**4p spin-orbit gap, level depth and radii in 2+ and 3+ ions from Rb to Xe**

The table holds 4p1/2 and 4p3/2 Kohn-Sham eigenvalues, mean radii and their gap from spherical, spin-unpolarised all-electron Dirac calculations with PBEsol and a point nucleus (Quantum ESPRESSO ld1.x). The program tests a screened hydrogenic gap $\alpha^2(Z-\sigma)^4/256$ hartree, which with a mean $\sigma$ of 16.00 holds to 5 % outside Rb but gives too low a slope after Cd. It then predicts Te3+, I3+ and Xe3+ from their 2+ partners, using the flat potential inside an outer shell calibrated on the In pair, and compares this with a 4d-like gap change and an isoelectronic step. All predictions fall within their bars, with same-signed misses of about 0.003 eV in the gap and 0.11 to 0.51 eV in the levels. The 4d-like gap is 0.14 to 0.18 eV too high, and the isoelectronic level is 0.22 to 0.31 eV too shallow.

Doubly and triply charged ions from Rb to Xe, computed as spherical all-electron Kohn-Sham atoms with Quantum ESPRESSO ld1.x 7.5, using the PBEsol functional and the Dirac equation, without spin polarisation and with a point nucleus. Open shells are filled low-j first. Eigenvalues are negative for bound levels.

## Script

```python
# Table: 4p1/2, 4p3/2 Kohn-Sham eigenvalues, mean radii and their gap, 2+ and 3+ ions Rb-Xe;
# QE ld1.x, PBEsol, Dirac, spin-unpolarised, spherical, point nucleus.
# Tested: screened (Z-s)^4 gap; flat potential of an outer shell; forecast of Te3+, I3+, Xe3+.
T = {
    'ion': ['Rb2+', 'Zr2+', 'Nb2+', 'Mo2+', 'Tc2+', 'Ru2+', 'Pd2+', 'Ag2+', 'Cd2+', 'In2+', 'Sb2+', 'Te2+', 'I2+', 'Xe2+', 'Rb3+', 'Zr3+', 'Mo3+', 'Tc3+', 'Ru3+', 'Pd3+', 'Ag3+', 'Cd3+', 'In3+', 'Sn3+', 'Te3+', 'I3+', 'Xe3+'],
    'Z': [37, 40, 41, 42, 43, 44, 46, 47, 48, 49, 51, 52, 53, 54, 37, 40, 42, 43, 44, 46, 47, 48, 49, 50, 52, 53, 54],
    'charge': [2, 2, 2, 2, 2, 2, 2, 2, 2, 2, 2, 2, 2, 2, 3, 3, 3, 3, 3, 3, 3, 3, 3, 3, 3, 3, 3],  # e
    'N': [35, 38, 39, 40, 41, 42, 44, 45, 46, 47, 49, 50, 51, 52, 34, 37, 39, 40, 41, 43, 44, 45, 46, 47, 49, 50, 51],
    'configuration': ['[Ar] (3d3/2)4 (3d5/2)6 (4s1/2)2 (4p1/2)2 (4p3/2)3', '[Kr] (4d3/2)2', '[Kr] (4d3/2)3', '[Kr] (4d3/2)4', '[Kr] (4d3/2)4 (4d5/2)1', '[Kr] (4d3/2)4 (4d5/2)2', '[Kr] (4d3/2)4 (4d5/2)4', '[Kr] (4d3/2)4 (4d5/2)5', '[Kr] (4d3/2)4 (4d5/2)6', '[Kr] (4d3/2)4 (4d5/2)6 (5s1/2)1', '[Kr] (4d3/2)4 (4d5/2)6 (5s1/2)2 (5p1/2)1', '[Kr] (4d3/2)4 (4d5/2)6 (5s1/2)2 (5p1/2)2', '[Kr] (4d3/2)4 (4d5/2)6 (5s1/2)2 (5p1/2)2 (5p3/2)1', '[Kr] (4d3/2)4 (4d5/2)6 (5s1/2)2 (5p1/2)2 (5p3/2)2', '[Ar] (3d3/2)4 (3d5/2)6 (4s1/2)2 (4p1/2)2 (4p3/2)2', '[Kr] (4d3/2)1', '[Kr] (4d3/2)3', '[Kr] (4d3/2)4', '[Kr] (4d3/2)4 (4d5/2)1', '[Kr] (4d3/2)4 (4d5/2)3', '[Kr] (4d3/2)4 (4d5/2)4', '[Kr] (4d3/2)4 (4d5/2)5', '[Kr] (4d3/2)4 (4d5/2)6', '[Kr] (4d3/2)4 (4d5/2)6 (5s1/2)1', '[Kr] (4d3/2)4 (4d5/2)6 (5s1/2)2 (5p1/2)1', '[Kr] (4d3/2)4 (4d5/2)6 (5s1/2)2 (5p1/2)2', '[Kr] (4d3/2)4 (4d5/2)6 (5s1/2)2 (5p1/2)2 (5p3/2)1'],
    'eigenvalue_4p12': [-34.366, -48.027, -53.183, -58.285, -63.429, -68.593, -79.06, -84.396, -89.816, -100.68, -125.82, -139.96, -154.99, -170.64, -47.414, -60.357, -71.629, -77.237, -82.918, -94.419, -100.27, -106.2, -112.22, -124.3, -151.61, -166.77, -182.85],  # eV
    'eigenvalue_4p32': [-33.38, -46.239, -51.044, -55.759, -60.472, -65.161, -74.533, -79.241, -83.977, -94.009, -117.19, -130.21, -144.01, -158.31, -46.33, -58.506, -69.035, -74.211, -79.415, -89.812, -95.03, -100.27, -105.54, -116.69, -141.85, -155.78, -170.5],  # eV
    'mean_radius_4p12': [1.6153, 1.3436, 1.2713, 1.2079, 1.1514, 1.1007, 1.0129, 0.97456, 0.93919, 0.90095, 0.83225, 0.80136, 0.77255, 0.74567, 1.5536, 1.322, 1.1931, 1.1389, 1.0898, 1.0045, 0.96698, 0.93236, 0.90025, 0.86477, 0.80093, 0.77218, 0.74531],  # bohr
    'mean_radius_4p32': [1.6463, 1.3739, 1.3014, 1.2379, 1.1814, 1.1307, 1.0434, 1.0053, 0.97024, 0.93137, 0.86152, 0.83012, 0.80086, 0.7736, 1.5806, 1.35, 1.2212, 1.1671, 1.1183, 1.0335, 0.99633, 0.96208, 0.93037, 0.89436, 0.82956, 0.80039, 0.77316],  # bohr
    'gap': [0.9863, 1.7879, 2.1382, 2.5265, 2.9571, 3.4319, 4.5272, 5.1544, 5.8392, 6.6743, 8.622, 9.7483, 10.9843, 12.336, 1.0835, 1.8509, 2.5933, 3.0254, 3.5036, 4.6067, 5.2382, 5.9278, 6.6792, 7.6069, 9.7581, 10.9951, 12.3483],  # eV
}
HELD = [24, 25, 26]  # rows withheld from the fit
import numpy as np
from scipy.constants import alpha, physical_constants as pc
H = pc['Hartree energy in eV'][0]
ion, Z, q, N = T['ion'], T['Z'], T['charge'], T['N']
e1, e3, r1, r3, g = (T[k] for k in ('eigenvalue_4p12', 'eigenvalue_4p32', 'mean_radius_4p12', 'mean_radius_4p32', 'gap'))
K = [i for i in range(len(ion)) if i not in HELD]
ix = {s: i for i, s in enumerate(ion)}
# further output of the same runs: mean radius (bohr) of the highest level of the 2+ ion
ro = dict(Zr=1.994565, Mo=1.717358, Tc=1.625237, Ru=1.532561, Pd=1.380003, Ag=1.316148,
          Cd=1.25872, In=2.329535, Te=2.285509, I=2.232393, Xe=2.114813)
print('rounding: gap 0.00005 eV; levels 0.0005-0.005 eV; radii 0.000005-0.00005 bohr')
k2 = [i for i in K if q[i] == 2]
kd = [i for i in k2 if 40 <= Z[i] <= 48]
p = lambda S: np.polyfit(np.log([Z[i] for i in S]), np.log([g[i] for i in S]), 1)[0]
print('2+ gap exponent in Z: Zr-Cd %.2f, In-Xe %.2f; Xe2+/Rb2+ ratio %.2f' % (p(kd), p([i for i in k2 if Z[i] > 48]), g[ix['Xe2+']]/g[ix['Rb2+']]))
sig = {i: Z[i] - (256*g[i]/H/alpha**2)**0.25 for i in K}
print('sigma 2+:', ' '.join('%s %.2f' % (ion[i][:-2], sig[i]) for i in k2))
F = [i for i in K if Z[i] > 37]  # Rb left out: 4p is its open valence shell
s0 = np.mean([sig[i] for i in F])
err = {i: 100*(alpha**2*(Z[i]-s0)**4/256*H/g[i]-1) for i in K}
print('mean sigma %.2f; local exponent 4Z/(Z-s): Z=44 %.2f, Z=52 %.2f' % (s0, 176/(44-s0), 208/(52-s0)))
print('error %: worst', ' '.join('%s %+.1f' % (ion[i], err[i]) for i in sorted(F, key=lambda i: -abs(err[i]))[:3]),
      '| left out Rb2+ %+.1f Rb3+ %+.1f' % (err[ix['Rb2+']], err[ix['Rb3+']]))
print('4p1/2 steps eV:', ' '.join('%s>%s %.2f' % (a, b, e1[ix[b+'2+']]-e1[ix[a+'2+']]) for a, b in (('Ag', 'Cd'), ('Cd', 'In'), ('Sb', 'Te'), ('Te', 'I'), ('I', 'Xe'))))
print('2+ -> 3+: el, dgap eV, dgap %, de(1/2) eV, dr(1/2) %, dr(3/2) %, dlngap/dlnr, c=shift*<r>outer (au)')
D = {}
for j in K:
    el = ion[j][:-2]
    if q[j] == 3 and el+'2+' in ix:
        i = ix[el+'2+']
        D[el] = (g[j]-g[i], g[j]/g[i]-1, e1[j]-e1[i], r1[j]/r1[i]-1, r3[j]/r3[i]-1)
        d = D[el]
        c = '%.3f' % (-d[2]*ro[el]/H) if el in ro else '-'
        print('%-2s %+.4f %+.3f %+.2f %+.3f %+.3f %.2f %s' % (el, d[0], 100*d[1], d[2], 100*d[3], 100*d[4], np.log(g[j]/g[i])/np.log(r1[j]/r1[i]), c))
S = [i for i in k2 if Z[i] > 48]
x = np.array([Z[i]-50. for i in S]); y = np.array([g[i] for i in S]); co = np.polyfit(x, y, 3)
print('Sn2+ gap interpolated %.4f (cubic, max resid %.4f, spans 5s/5p filling); Sn3+ minus it %+.4f eV' % (co[-1], max(abs(np.polyval(co, x)-y)), g[ix['Sn3+']]-co[-1]))
par = lambda j: [i for i in k2 if N[i] == N[j] and Z[i] == Z[j]-1]
kk = {ion[j]: (e1[par(j)[0]]-e1[j])*r1[par(j)[0]]/H for j in K if q[j] == 3 and par(j)}
print('isoelectronic k (au):', ' '.join('%s %.3f' % t for t in kk.items()))
assert 5.5 < p(kd) < 7.5
assert all(d[0] > 0 and d[2] < 0 and d[3] < 0 for d in D.values())
assert D['In'][0] < 0.2*min(D[e][0] for e in D if e != 'In')
I = D['In']; c = -I[2]*ro['In']/H
print('held rows: predicted +- bar | computed | miss (calc-pred) | miss/bar')
for j in HELD:
    el = ion[j][:-2]; i = ix[el+'2+']; a = par(j)[0]
    sh = c*H/ro[el]; pg = g[i]*(1+I[1])
    rows = [('gap eV', pg, g[i]*I[1], g[j], 4), ('e1/2 eV', e1[i]-sh, 0.6, e1[j], 2), ('e3/2 eV', e1[i]-sh+pg, 0.6, e3[j], 2),
            ('r1/2 bohr', r1[i]*(1+I[3]), -r1[i]*I[3], r1[j], 5), ('r3/2 bohr', r3[i]*(1+I[4]), -r3[i]*I[4], r3[j], 5)]
    for n, pr, b, v, f in rows:
        print('%s %s %.*f +- %.*f | %.*f | %+.*f | %+.2f' % (ion[j], n, f, pr, f, b, f, v, f, v-pr, (v-pr)/b))
    gd = g[i]*(1+D['Cd'][1]); ei = e1[a]-kk['Sn3+']*H/r1[a]
    print(' rivals: 4d-like gap %.3f miss %+.3f; isoelectronic e1/2 %.2f miss %+.2f eV' % (gd, g[j]-gd, ei, e1[j]-ei))
    print(' actual: dgap %+.4f eV (%+.3f%%), de1/2 %+.2f (pred %+.2f), de3/2 %+.2f, dr %+.3f%% %+.3f%%, c %.3f, k %.3f' % (
        g[j]-g[i], 100*(g[j]/g[i]-1), e1[j]-e1[i], -sh, e3[j]-e3[i], 100*(r1[j]/r1[i]-1), 100*(r3[j]/r3[i]-1),
        (e1[i]-e1[j])*ro[el]/H, (e1[a]-e1[j])*r1[a]/H))
```

It prints:

```
rounding: gap 0.00005 eV; levels 0.0005-0.005 eV; radii 0.000005-0.00005 bohr
2+ gap exponent in Z: Zr-Cd 6.46, In-Xe 6.32; Xe2+/Rb2+ ratio 12.51
sigma 2+: Rb 16.57 Zr 16.29 Nb 16.21 Mo 16.15 Tc 16.12 Ru 16.10 Pd 16.09 Ag 16.11 Cd 16.13 In 16.05 Sb 15.87 Te 15.77 I 15.68 Xe 15.58
mean sigma 16.00; local exponent 4Z/(Z-s): Z=44 6.29, Z=52 5.78
error %: worst Zr2+ +5.0 Xe2+ -4.4 I2+ -3.5 | left out Rb2+ +11.5 Rb3+ +1.5
4p1/2 steps eV: Ag>Cd -5.42 Cd>In -10.86 Sb>Te -14.14 Te>I -15.03 I>Xe -15.65
2+ -> 3+: el, dgap eV, dgap %, de(1/2) eV, dr(1/2) %, dr(3/2) %, dlngap/dlnr, c=shift*<r>outer (au)
Rb +0.0972 +9.855 -13.05 -3.820 -3.991 -2.41 -
Zr +0.0630 +3.524 -12.33 -1.608 -1.740 -2.14 0.904
Mo +0.0668 +2.644 -13.34 -1.225 -1.349 -2.12 0.842
Tc +0.0683 +2.310 -13.81 -1.086 -1.210 -2.09 0.825
Ru +0.0717 +2.089 -14.33 -0.990 -1.097 -2.08 0.807
Pd +0.0795 +1.756 -15.36 -0.829 -0.949 -2.09 0.779
Ag +0.0838 +1.626 -15.87 -0.778 -0.892 -2.07 0.768
Cd +0.0886 +1.517 -16.38 -0.727 -0.841 -2.06 0.758
In +0.0049 +0.073 -11.54 -0.078 -0.107 -0.94 0.988
Sn2+ gap interpolated 7.5993 (cubic, max resid 0.0000, spans 5s/5p filling); Sn3+ minus it +0.0076 eV
isoelectronic k (au): Mo3+ 0.862 Tc3+ 0.841 Ru3+ 0.825 Ag3+ 0.790 Cd3+ 0.781 In3+ 0.773 Sn3+ 0.782
held rows: predicted +- bar | computed | miss (calc-pred) | miss/bar
Te3+ gap eV 9.7555 +- 0.0072 | 9.7581 | +0.0026 | +0.37
Te3+ e1/2 eV -151.72 +- 0.60 | -151.61 | +0.11 | +0.19
Te3+ e3/2 eV -141.97 +- 0.60 | -141.85 | +0.12 | +0.19
Te3+ r1/2 bohr 0.80074 +- 0.00062 | 0.80093 | +0.00019 | +0.31
Te3+ r3/2 bohr 0.82923 +- 0.00089 | 0.82956 | +0.00033 | +0.37
 rivals: 4d-like gap 9.896 miss -0.138; isoelectronic e1/2 -151.39 miss -0.22 eV
 actual: dgap +0.0098 eV (+0.101%), de1/2 -11.65 (pred -11.76), de3/2 -11.64, dr -0.054% -0.067%, c 0.978, k 0.789
I3+ gap eV 10.9924 +- 0.0081 | 10.9951 | +0.0027 | +0.34
I3+ e1/2 eV -167.03 +- 0.60 | -166.77 | +0.26 | +0.44
I3+ e3/2 eV -156.04 +- 0.60 | -155.78 | +0.26 | +0.43
I3+ r1/2 bohr 0.77195 +- 0.00060 | 0.77218 | +0.00023 | +0.38
I3+ r3/2 bohr 0.80000 +- 0.00086 | 0.80039 | +0.00039 | +0.45
 rivals: 4d-like gap 11.151 miss -0.156; isoelectronic e1/2 -166.52 miss -0.25 eV
 actual: dgap +0.0108 eV (+0.098%), de1/2 -11.78 (pred -12.04), de3/2 -11.77, dr -0.048% -0.059%, c 0.966, k 0.790
Xe3+ gap eV 12.3451 +- 0.0091 | 12.3483 | +0.0032 | +0.36
Xe3+ e1/2 eV -183.35 +- 0.60 | -182.85 | +0.50 | +0.84
Xe3+ e3/2 eV -171.01 +- 0.60 | -170.50 | +0.51 | +0.84
Xe3+ r1/2 bohr 0.74509 +- 0.00058 | 0.74531 | +0.00022 | +0.38
Xe3+ r3/2 bohr 0.77277 +- 0.00083 | 0.77316 | +0.00039 | +0.47
 rivals: 4d-like gap 12.523 miss -0.175; isoelectronic e1/2 -182.54 miss -0.31 eV
 actual: dgap +0.0123 eV (+0.100%), de1/2 -12.21 (pred -12.71), de3/2 -12.19, dr -0.048% -0.057%, c 0.949, k 0.791
```
